**A sin² rule for the rigid Ga–S torsion of F₂GaSH**

The table holds the energies of a rigid scan of the F–Ga–S–H torsion, counted from the PBE0-D4/def2-TZVP minimum, at the CCSD(T), MP2, PBE-D4, PBE0-D4 and B3LYP-D4 levels in def2-TZVPP (Ansatz 0.2.0), with the T1 diagnostic. The program tests the rule $E = 0.23\ \text{eV}\times\sin^2x$, least-squares fits with added fourfold and onefold terms, calibration from a single row, the harmonic limit and a point-charge estimate of the H···F attraction. The rule is too high in all eight rotated rows, by at most 2.6 meV against CCSD(T); two terms ($V_2 = 229.5$ meV, $V_4 = -2.4$ meV) bring the root-mean-square error to 0.11 meV, and the onefold term changes sign with the origin of the angle. The five levels agree within 4.3 meV, and point charges would need a product of about $0.9\,e^2$ to supply the barrier. A rough rotor estimate puts the missing torsional zero-point energy near 17 meV.

Rigid scan of the torsion F1-Ga2-S4-H5 in F2GaHS (SMILES [F][Ga]([F])[SH]; atoms in SMILES order, hydrogen last), computed with Ansatz 0.2.0 in the gas phase with def2-TZVPP, from the PBE0-D4/def2-TZVP minimum. CCSD(T) and MP2 use frozen cores, with the filled d shell of Ga correlated. Energies at each level are counted from that minimum, at -179.9°.

## Numerical check

```python
# Table: rigid torsion scan F1-Ga2-S4-H5 of F2GaSH, energies (eV) from the PBE0-D4 minimum; Ansatz 0.2.0,
# CCSD(T), MP2, PBE/PBE0/B3LYP-D4 in def2-TZVPP on the PBE0-D4/def2-TZVP structure.
# Tested: rule E = V2 sin^2 x (symmetry, two-level coupling), added V4 and V1 terms, harmonic limit, point charges.
T = {
    'x': [-179.9, -173.2, -150.7, -128.2, -105.7, -83.2, -60.7, -38.2, -15.7],  # °
    'ccsd_t': [0.0, 0.0031, 0.0533, 0.1394, 0.2121, 0.2262, 0.1727, 0.0856, 0.0164],  # eV
    'pbe_d4': [0.0, 0.0031, 0.0524, 0.1371, 0.2089, 0.223, 0.17, 0.0842, 0.0162],  # eV
    'pbe0_d4': [0.0, 0.0031, 0.0528, 0.1376, 0.2089, 0.2228, 0.1703, 0.0847, 0.0163],  # eV
    'b3lyp_d4': [0.0, 0.0031, 0.0535, 0.1398, 0.2128, 0.2271, 0.1733, 0.0859, 0.0165],  # eV
    'mp2': [0.0, 0.0031, 0.0529, 0.1382, 0.2101, 0.2242, 0.1712, 0.085, 0.0163],  # eV
    'err': [0.0, 0.0, -0.0005, -0.0018, -0.0032, -0.0034, -0.0024, -0.0009, -0.0001],  # eV
    't1': [None, 0.014, 0.014, 0.014, 0.014, 0.014, 0.014, 0.014, 0.014],
}
import numpy as np
from scipy import constants as C
x = np.array(T['x'][1:], float)   # first row is zero by definition: not fitted
lev = ['ccsd_t', 'mp2', 'pbe_d4', 'pbe0_d4', 'b3lyp_d4']
E = {k: np.array(T[k][1:], float) for k in lev}
y = E['ccsd_t']; r = np.radians(x); s2 = np.sin(r)**2
def fit(v, n, sh=0.0):
    a = np.radians(x + sh)
    A = np.array([np.sin(a)**2, np.sin(2*a)**2, np.cos(a/2)**2][:n]).T
    c = np.linalg.lstsq(A, v, rcond=None)[0]
    return c, A @ c - v
V = 0.23; rule = V*s2
th = np.minimum(abs(x), 180 - abs(x)); harm = V*np.radians(th)**2
c2, r2 = fit(y, 2)
print("rounding floor 0.05 meV; rule = 0.23 eV sin^2 x; at zero row rule gives %.4f meV" % (1e3*V*np.sin(np.radians(T['x'][0]))**2))
print("x | off-plane deg | sin^2 | CCSD(T) eV | rule eV | rule-CC meV | % | E/sin^2 eV (+-round) | V2+V4 res meV | harmonic %")
for i in range(len(x)):
    print("%7.1f %5.1f %.4f %.4f %.4f %+5.2f %+5.1f %.4f(%.4f) %+5.2f %+6.1f" % (x[i], th[i], s2[i], y[i], rule[i],
          1e3*(rule[i]-y[i]), 100*(rule[i]/y[i]-1), y[i]/s2[i], 5e-5/s2[i], 1e3*r2[i], 100*(harm[i]/y[i]-1)))
d = rule - y
print("rule: rms %.2f meV, worst %+.2f meV at %.1f (%.1f%% of top row)" % (1e3*np.sqrt(np.mean(d**2)), 1e3*d[np.argmax(abs(d))], x[np.argmax(abs(d))], 100*abs(d).max()/y.max()))
sh = -180 - T['x'][0]
for s, nm in ((0.0, "origin -180  "), (sh, "origin %.1f" % T['x'][0])):
    for n in (1, 2, 3):
        c, e = fit(y, n, s)
        print("%s [V2,V4,V1][:%d] meV: %s rms %.2f worst %+.2f at %.1f" % (nm, n, " ".join("%.1f" % (1e3*u) for u in c),
              1e3*np.sqrt(np.mean(e**2)), 1e3*e[np.argmax(abs(e))], x[np.argmax(abs(e))]))
print("largest effect of the %.1f deg offset on rule: %.2f meV" % (abs(sh), 1e3*V*np.radians(abs(sh))))
print("two-term fit: top at -90 %.4f eV; small-angle E/sin^2 = V2+4V4 %.4f eV; V4/V2 %.1f%%" % (c2[0], c2[0]+4*c2[1], 100*c2[1]/c2[0]))
print("one-row calibration, worst error elsewhere (meV):")
print("  " + ", ".join("%.1f: %.1f" % (x[i], 1e3*abs(y[i]/s2[i]*s2 - y).max()) for i in range(len(x))))
top = int(np.argmax(y))
print("level | V2 one-term eV | V2,V4 meV | worst vs CCSD(T) meV at x | % at top row | worst rule error meV")
for k in lev:
    g = E[k] - y; j = np.argmax(abs(g)); c = fit(E[k], 2)[0]
    print("%9s %.4f %.1f %.1f %+.1f at %.1f %+.1f%% %.1f" % (k, fit(E[k], 1)[0][0], 1e3*c[0], 1e3*c[1], 1e3*g[j], x[j],
          100*g[top]/y[top], 1e3*abs(rule - E[k]).max()))
M = np.array([E[k] for k in lev]); sp = M.max(0) - M.min(0)
print("largest spread of levels %.1f meV at %.1f (%.1f%%); largest |PBE-PBE0| %.1f meV" % (1e3*sp.max(), x[np.argmax(sp)], 100*sp.max()/y[np.argmax(sp)], 1e3*abs(E['pbe_d4']-E['pbe0_d4']).max()))
# geometry of the minimum (A), further output of the same runs, rounded to 0.01 A
F1, Ga, F3, S, H = map(np.array, ([-0.33,-1.49,1.66], [0.14,-0.39,0.40], [1.86,-0.27,0.12], [-1.30,0.75,-0.75], [-0.32,1.32,-1.47]))
N = np.linalg.norm
ang = lambda a, b, c: np.degrees(np.arccos((a-b) @ (c-b)/N(a-b)/N(c-b)))
print("A (+-0.01): Ga-F1 %.2f Ga-F3 %.2f Ga-S %.2f S-H %.2f H..F3 %.2f H..F1 %.2f" % (N(F1-Ga), N(F3-Ga), N(S-Ga), N(H-S), N(H-F3), N(H-F1)))
a1, a3, af = ang(F1, Ga, S), ang(F3, Ga, S), ang(F1, Ga, F3)
print("deg (about +-1): F1-Ga-S %.0f F3-Ga-S %.0f F-Ga-F %.0f sum %.0f Ga-S-H %.0f" % (a1, a3, af, a1+a3+af, ang(Ga, S, H)))
u = (S-Ga)/N(S-Ga); v = H - S
Hp = S + np.cross(u, v) + u*(u @ v)   # H turned by 90 deg about Ga-S
ke = C.e/(4*np.pi*C.epsilon_0*C.angstrom)
gf = ke*(1/N(H-F1) + 1/N(H-F3) - 1/N(Hp-F1) - 1/N(Hp-F3))
print("perpendicular H..F %.2f %.2f A; point charges: %.2f eV per e^2; need |qH qF| = %.1f e^2" % (N(Hp-F1), N(Hp-F3), gf, c2[0]/gf))
p2 = lambda w: w @ w - (w @ u)**2
IH = 1.0*p2(v); IF = 19*(p2(F1-Ga) + p2(F3-Ga)); I = IH*IF/(IH+IF)   # rough masses in u
w = np.sqrt(2*V*C.e/(I*C.atomic_mass*C.angstrom**2))
print("rough rotor: I %.1f uA^2, quantum %.0f meV (%.0f cm-1), zero point %.0f meV" % (I, 1e3*C.hbar*w/C.e, w/(2*np.pi*C.c*100), 500*C.hbar*w/C.e))
kT = C.k*298.15/C.e
print("kT(298 K) %.1f meV; 0.23 eV = %.1f kT = %.0f kJ/mol; rule reaches kT at %.0f deg off plane" % (1e3*kT, V/kT, V*C.e*C.N_A/1e3, np.degrees(np.arcsin(np.sqrt(kT/V)))))
assert all(np.argmax(E[k]) == np.argmax(s2) for k in lev)   # highest nearest perpendicular
assert np.all((y/s2 > 0.21) & (y/s2 < 0.24))                # nearly pure twofold
assert max(t for t in T['t1'] if t is not None) < 0.02 and max(T['err']) <= 0
assert sp.max() < 0.005
```

Printed output:

```
rounding floor 0.05 meV; rule = 0.23 eV sin^2 x; at zero row rule gives 0.0007 meV
x | off-plane deg | sin^2 | CCSD(T) eV | rule eV | rule-CC meV | % | E/sin^2 eV (+-round) | V2+V4 res meV | harmonic %
 -173.2   6.8 0.0140 0.0031 0.0032 +0.12  +4.0 0.2211(0.0036) -0.01   +4.5
 -150.7  29.3 0.2395 0.0533 0.0551 +1.78  +3.3 0.2226(0.0002) -0.06  +12.8
 -128.2  51.8 0.6176 0.1394 0.1420 +2.64  +1.9 0.2257(0.0001) +0.10  +34.9
 -105.7  74.3 0.9268 0.2121 0.2132 +1.06  +0.5 0.2289(0.0001) -0.05  +82.4
  -83.2  83.2 0.9860 0.2262 0.2268 +0.58  +0.3 0.2294(0.0001) -0.05 +114.4
  -60.7  60.7 0.7605 0.1727 0.1749 +2.22  +1.3 0.2271(0.0001) +0.11  +49.5
  -38.2  38.2 0.3824 0.0856 0.0880 +2.36  +2.8 0.2238(0.0001) -0.06  +19.4
  -15.7  15.7 0.0732 0.0164 0.0168 +0.44  +2.7 0.2240(0.0007) -0.24   +5.3
rule: rms 1.67 meV, worst +2.64 meV at -128.2 (1.2% of top row)
origin -180   [V2,V4,V1][:1] meV: 227.9 rms 1.08 worst +1.56 at -38.2
origin -180   [V2,V4,V1][:2] meV: 229.5 -2.4 rms 0.11 worst -0.24 at -15.7
origin -180   [V2,V4,V1][:3] meV: 229.4 -2.4 0.2 rms 0.08 worst +0.14 at -60.7
origin -179.9 [V2,V4,V1][:1] meV: 227.9 rms 1.11 worst +1.95 at -38.2
origin -179.9 [V2,V4,V1][:2] meV: 229.5 -2.4 rms 0.28 worst +0.46 at -60.7
origin -179.9 [V2,V4,V1][:3] meV: 229.6 -2.2 -0.4 rms 0.24 worst +0.41 at -60.7
largest effect of the 0.1 deg offset on rule: 0.40 meV
two-term fit: top at -90 0.2295 eV; small-angle E/sin^2 = V2+4V4 0.2201 eV; V4/V2 -1.0%
one-row calibration, worst error elsewhere (meV):
  -173.2: 8.2, -150.7: 6.8, -128.2: 3.6, -105.7: 1.9, -83.2: 2.3, -60.7: 2.3, -38.2: 5.5, -15.7: 5.4
level | V2 one-term eV | V2,V4 meV | worst vs CCSD(T) meV at x | % at top row | worst rule error meV
   ccsd_t 0.2279 229.5 -2.4 +0.0 at -173.2 +0.0% 2.6
      mp2 0.2259 227.4 -2.2 -2.0 at -105.7 -0.9% 3.8
   pbe_d4 0.2245 226.2 -2.5 -3.2 at -105.7 -1.4% 4.9
  pbe0_d4 0.2247 226.0 -1.9 -3.4 at -83.2 -1.5% 4.6
 b3lyp_d4 0.2287 230.3 -2.4 +0.9 at -83.2 +0.4% 2.2
largest spread of levels 4.3 meV at -83.2 (1.9%); largest |PBE-PBE0| 0.5 meV
A (+-0.01): Ga-F1 1.74 Ga-F3 1.75 Ga-S 2.17 S-H 1.34 H..F3 3.13 H..F1 4.21
deg (about +-1): F1-Ga-S 123 F3-Ga-S 122 F-Ga-F 115 sum 360 Ga-S-H 91
perpendicular H..F 3.71 3.71 A; point charges: 0.26 eV per e^2; need |qH qF| = 0.9 e^2
rough rotor: I 1.8 uA^2, quantum 33 meV (266 cm-1), zero point 17 meV
kT(298 K) 25.7 meV; 0.23 eV = 9.0 kT = 22 kJ/mol; rule reaches kT at 20 deg off plane
```
